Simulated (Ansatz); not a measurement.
# Correcting a cheap level on fluorocarbon molecules

The atomisation enthalpy at 298 K in kJ/mol of 8 fluorocarbon molecules: x at MP2/def2-TZVPP, y from tabulated heats of molecules and atoms (Active Thermochemical Tables, CRC Handbook of Chemistry and Physics). Shapes, held fixed at every level: PBE0-D4/def2-TZVP. Flexible molecules stand in one conformer, not always the lowest. Computed values hold a harmonic thermal term (PBE0-D4/def2-TZVP) and the atoms' spin-orbit lowering. Programs: Ansatz 0.2.0.

| molecule | x (kJ/mol) | y (kJ/mol) |
| --- | --- | --- |
| CH2F2 (difluoromethane) | 1771 | 1763 |
| CF4 (tetrafluoromethane) | 2030 | 1968 |
| C2H2F2 (vinylidene fluoride) | 2391 | 2361 |
| C2H4F2 (1,2-difluoroethane) | 2902 | 2915 |
| C2H4F2 (1,1-difluoroethane) | 2959 | 2965 |
| C2H3F3 (1,1,1-trifluoroethane) | 3096 | 3070 |
| C3H3F3 (3,3,3-trifluoropropene) | 3691 | ? |
| C4F8 (octafluorocyclobutane) | 5189 | 5045 |

Problem. Fit y = c + s·x to the known rows and predict y for C3H3F3.

Solution. 
1. Means of the 7 rows: x = 2905.43, y = 2869.6.
2. Σ(Δx)² = 7571838, Σ(Δx·Δy) = 7317110, so the slope is 7317110/7571838 = 0.96636.
3. Intercept: 2869.6 − (0.96636) × 2905.43 = 61.9. The largest residual of the fit is 56.
4. C3H3F3: 61.9 + 0.96636 × 3691 = 3629 kJ/mol.

The tabulated heats give 3657 kJ/mol, so the prediction is off by -28 kJ/mol, within the largest residual. Uncorrected, MP2/def2-TZVPP misses it by +34 kJ/mol, and the other rows by 41 on average. The line overshoots: the miss goes from +34 to -28. C4F8 lies far out in x and weighs most in the slope. Left out in turn, the other rows are missed by 59 kJ/mol on average, worse than no correction. The heats of C2H3F3, C3H3F3, C4F8 come from older tables and can be uncertain by 10 kJ/mol or more. The tabulated value of C2H2F2 is in doubt (older tables, estimates, or at odds with other calculations) and kept here.

MP2 overbinds the perfluorinated molecules most, while both difluoroethanes come out slightly underbound. The error thus follows composition more than total atomisation enthalpy: it broadly grows with fluorine content, though vinylidene fluoride, whose reference value is uncertain, lies above the other difluorinated molecules. The likely reason is that second-order perturbation theory treats pair correlations independently and exaggerates the correlation gained in forming C–F bonds amid dense fluorine lone pairs. In C–H bonds, by contrast, it tends to recover too little, and the finite basis adds to that shortfall, so the two errors partly cancel in hydrogen-rich molecules.

A line in x alone cannot tell these cases apart. Its slope is drawn largely from octafluorocyclobutane, and it passes that molecule's strong overbinding on to trifluoropropene, which is large but only partly fluorinated. This suggests that the overshoot reflects a poorly chosen descriptor rather than mere scatter. The data support a composition-dependent MP2 error, but not a universal scaling of atomisation enthalpies; whether terms counting bond types would transfer better remains untested.
